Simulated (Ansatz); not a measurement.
# Volume expansion of rocksalt KCl from 100 to 800 K in LDA and PBE

KCl consists of closed-shell K⁺ and Cl⁻ ions, held together by electrostatic attraction and kept apart by short-range repulsion. With single charges at a large spacing the crystal is soft, and because the repulsion weakens quickly as the ions separate, it softens further when heated. We examine how fast its volume expansion coefficient α rises with temperature and how far the answer depends on the functional. This matters wherever a calculated cell is carried from low temperature to working conditions. We calculated α at zero pressure from quasi-harmonic free energies, in LDA from 100 to 800 K and in PBE from 100 to 600 K. One measured value, at 300 K, serves as the experimental reference.

## Systems and settings

One crystal, KCl (rocksalt), taken from a measured cell of the Crystallography Open Database (known phase), directly or through a relaxation at another level, and relaxed at 0 GPa. Ansatz 0.2.0 rows: plane waves, scalar-relativistic, no spin-orbit coupling, no spin, the program's default PAW potentials at 487 eV, k meshes with a least product of divisions and cell-vector length from 17 to 37 Å, phonons by linear response on a 4×4×4 q mesh. The tabled runs alone: cutoff 487 eV, k length 17 Å in the LDA rows and 36 Å in the PBE rows. Warnings of the programs on runs behind the rows: thermal expansion settings (all rows). The rows are a selection of points from finer curves.

Notes on method and selection:

- Quasi-harmonic free energy over the symmetry-keeping strains of the cell, electrons included where there is no gap; no phonon-phonon terms beyond the dependence on the cell.
- The expansion hardly changes in LDA at 300 K between a 2×2×2 and a 4×4×4 q mesh, and runs high in soft ionic crystals; temperatures at which the program's estimate of the fit error passes a tenth of the linear coefficient plus 0.15·10⁻⁶/K, or the cell lies outside the strains at which phonons were computed, are left out.
- Runs that did not converge, have known faults or may not be shown are not listed, and runs on Ansatz's PAW sets soft_1 and soft_2 are kept to separate tables.

Columns:

- Cv (J/(mol K)): heat capacity at constant volume per mole of atoms.
- bulk modulus (GPa): isothermal bulk modulus.
- volume expansion (10⁻⁶/K): volume expansion coefficient.
- Grüneisen parameter: thermodynamic Grüneisen parameter α·B·V/Cv.

Input lines of one member:

```
kpoints:
  mp_grid: { grid: [4, 4, 4] }
hamiltonian:
  xc: lda
scf:
  occupations: { method: fixed }
output:
  eigenvalues: true
phonons:
  method: dfpt
  qmesh: [4, 4, 4]
  temperatures: { t_max: 800.0, t_step: 50 }
  thermal_expansion: {}
```

Command (options for logging and memory left out): `ansatz run input.yaml --threads 4 --backend cpu`

## Computed values

| member | level and pressure | temperature (K) | Cv (J/(mol K)) | bulk modulus (GPa) | volume expansion (10⁻⁶/K) | Grüneisen parameter |
| --- | --- | --- | --- | --- | --- | --- |
| 100 K | LDA, PAW | 100 | 19.03 | 22.8 | 69.95 | 1.44 |
| 200 K | LDA, PAW | 200 | 23.27 | 21.5 | 96.06 | 1.53 |
| 300 K | LDA, PAW | 300 | 24.20 | 20.1 | 108.83 | 1.58 |
| 400 K | LDA, PAW | 400 | 24.54 | 18.6 | 120.82 | 1.62 |
| 500 K | LDA, PAW | 500 | 24.70 | 17.0 | 134.90 | 1.66 |
| 600 K | LDA, PAW | 600 | 24.78 | 15.3 | 153.39 | 1.71 |
| 700 K | LDA, PAW | 700 | 24.83 | 13.3 | 180.27 | 1.77 |
| 800 K | LDA, PAW | 800 | 24.86 | 10.9 | 225.45 | 1.86 |
| 100 K | PBE, PAW | 100 | 20.58 | 15.0 | 112.18 | 1.62 |
| 200 K | PBE, PAW | 200 | 23.78 | 13.8 | 145.41 | 1.69 |
| 300 K | PBE, PAW | 300 | 24.45 | 12.4 | 168.51 | 1.75 |
| 400 K | PBE, PAW | 400 | 24.68 | 10.9 | 198.27 | 1.82 |
| 500 K | PBE, PAW | 500 | 24.79 | 8.9 | 250.64 | 1.92 |
| 600 K | PBE, PAW | 600 | 24.85 | 5.9 | 403.22 | 2.09 |

## Interpretation

In both functionals α rises from each listed temperature to the next. In LDA the rise is steep at first, slowest between 300 and 400 K, and steep again at the hot end. Two causes follow one another. From 100 to 200 K the heat capacity grows by 22 %, as more vibrations are excited; this supplies the larger part of the rise in α there, and a softer lattice and a higher Grüneisen parameter supply the rest. From 300 to 800 K it grows by only 3 %, while the bulk modulus falls from 20.1 to 10.9 GPa.

A simple model follows in four steps.

1. At constant pressure, α = (∂p/∂T)_V / B: heating builds up a thermal pressure, and the bulk modulus B resists it.
2. If the vibrational frequencies depend on volume alone, the thermal pressure rises by γCv/V per kelvin, where γ is the Grüneisen parameter. Hence α = γCv/(BV).
3. We collect the stiffness terms in D = BV/γ, an energy per mole of atoms, so that α = Cv/D. Up to this point the relation is an identity for the tabled columns and tests nothing.
4. The model proper is the assumption that D falls steadily on heating: D(T) = D₀ − b(T − 200 K), where D₀ is the value at 200 K.

With Cv taken from the table, D₀ and b are the only two parameters for one functional.

The functional enters mainly through B. At 300 K, α is 168.51 / 108.83 = 1.55 times as large in PBE as in LDA. The bulk modulus is lower by a factor of 20.1 / 12.4 = 1.62 and γ is higher by 1.75 / 1.58 = 1.11; the larger PBE volume offsets part of this. PBE gives a more widely spaced and therefore softer lattice. The PBE rows also use a denser k mesh, but in a wide-gap insulator we expect that to change α by a few per cent at most.

## Fixing and testing the model

We fix the model on the LDA rows at 200 and 500 K. With Cv in J/(mol K) and α in 10⁻⁶/K, the factor 1000 gives D in kJ per mole of atoms.

- D at 200 K: 23.27 / 96.06 × 1000 = 242.2 kJ/mol, which is D₀.
- D at 500 K: 24.70 / 134.90 × 1000 = 183.1 kJ/mol.
- b = (242.2 − 183.1) / 300 = 0.197 kJ/(mol K).

Four other LDA rows then follow, with α in 10⁻⁶/K:

- 300 K: D = 242.2 − 0.197 × 100 = 222.5; α = 24.20 / 222.5 × 1000 = 108.8. The table has 108.83.
- 400 K: D = 242.2 − 0.197 × 200 = 202.8; α = 24.54 / 202.8 × 1000 = 121.0. The table has 120.82.
- 600 K: D = 242.2 − 0.197 × 400 = 163.4; α = 24.78 / 163.4 × 1000 = 151.7. The table has 153.39, so the model is 1.1 % low.
- 800 K: D = 242.2 − 0.197 × 600 = 124.0; α = 24.86 / 124.0 × 1000 = 200.5. The table has 225.45, so the model is 11 % low.

The rows at 300 and 400 K lie between the two fixed points and test interpolation; those at 600 and 800 K test extrapolation, which is the harder demand. Over all six LDA rows not used to fix the parameters, the mean miss is 6.2 × 10⁻⁶/K. The same rows deviate from the LDA mean by roughly 43 × 10⁻⁶/K on average. Most of the remaining miss comes from the 800 K row alone.

## Residuals

At the hot end the model is too low. For LDA at 700 K, D = 242.2 − 0.197 × 500 = 143.7 and α = 24.83 / 143.7 × 1000 = 172.8 against 180.27, and the shortfall more than triples by 800 K. The assumption of a steady fall in D fails here. Expansion softens the lattice, and the softer lattice expands faster, so D falls faster than assumed: between 700 and 800 K it drops by 24.83 / 180.27 × 1000 − 24.86 / 225.45 × 1000 = 27.5 kJ/mol, where the model allows 0.197 × 100 = 19.7 kJ/mol.

At 100 K the LDA model is too high: D = 242.2 + 0.197 × 100 = 261.9 and α = 19.03 / 261.9 × 1000 = 72.7, against 69.95. There γ is only 1.44, because the vibrations excited at low temperature respond less to volume on average.

For PBE we keep b from LDA and take only D₀ = 23.78 / 145.41 × 1000 = 163.5 kJ/mol from the 200 K row. The other PBE rows then follow:

- 100 K: D = 163.5 + 0.197 × 100 = 183.2; α = 20.58 / 183.2 × 1000 = 112.3. The table has 112.18.
- 300 K: D = 163.5 − 0.197 × 100 = 143.8; α = 24.45 / 143.8 × 1000 = 170.0. The table has 168.51.
- 400 K: D = 163.5 − 0.197 × 200 = 124.1; α = 24.68 / 124.1 × 1000 = 198.9. The table has 198.27.
- 500 K: D = 163.5 − 0.197 × 300 = 104.4; α = 24.79 / 104.4 × 1000 = 237.5. The table has 250.64.
- 600 K: D = 163.5 − 0.197 × 400 = 84.7; α = 24.85 / 84.7 × 1000 = 293.4. The table has 403.22.

The first three lie within 1 % of the table and the last two fall short. The same feedback thus sets in at a lower temperature in PBE. Since real KCl is still a stable solid at 600 K, we read the PBE bulk modulus of 5.9 GPa there as a sign that the quasi-harmonic treatment is failing on a lattice that PBE makes too soft from the start, not as a property of the salt.

## Against measurement

| member | quantity | measured | LDA, PAW − measured | PBE, PAW − measured | conditions | source |
| --- | --- | --- | --- | --- | --- | --- |
| 300 K | volume expansion (10⁻⁶/K) | 111.3 | −2.47 (−2.2 %) | +57.21 (+51.4 %) | 300 K; measured value as tabulated in the cited paper | [1] |

Sources:

[1] "High-Throughput Prediction of Finite-Temperature Properties using the Quasi-Harmonic Approximation" (2016, arXiv:1603.06924)

At 300 K the LDA value lies 2.2 % below the measured one, and the PBE value 51.4 % above it. LDA is thus much the closer of the two at this temperature. The rise with temperature is not compared here, since the table holds a single measured point.

The PBE difference has the direction expected of a functional that makes ionic crystals too large and too soft. The close LDA agreement probably owes something to cancellation: LDA tends to bind too tightly, which lowers α, whereas the quasi-harmonic treatment runs high in soft ionic crystals. It is therefore no assurance of equal accuracy at 800 K, where the second error should have grown.

The measured number is a compiled one, and the table gives neither the method nor the sample. A small uncertainty in temperature also counts. With α in 10⁻⁶/K, the LDA coefficient rises between 200 and 400 K by (120.82 − 96.06) / 200 = 0.124 per kelvin, so 10 K would shift it by about 1.2, half the LDA difference. As the method and sample are unknown too, we attach no meaning to the sign of that difference.

## Closing remarks

A steady loss of stiffness reproduces α to about 1 % from 200 to 600 K in LDA and from 100 to 400 K in PBE. Above those ranges the model is too low, and at 100 K in LDA it is somewhat too high.

Two omitted effects can outweigh the model's typical miss. Phonon–phonon terms beyond the volume dependence should lower α at the hot end, roughly by tens of per cent where the lattice has become very soft. A dispersion correction would contract and stiffen the PBE crystal, and could lower its α by a similar rough amount.

[Logs are printed without paths, hosts, clocks, repeated set-up lines and the standing remarks that a program may print on its own settings, such as how far it seeks lower states.]
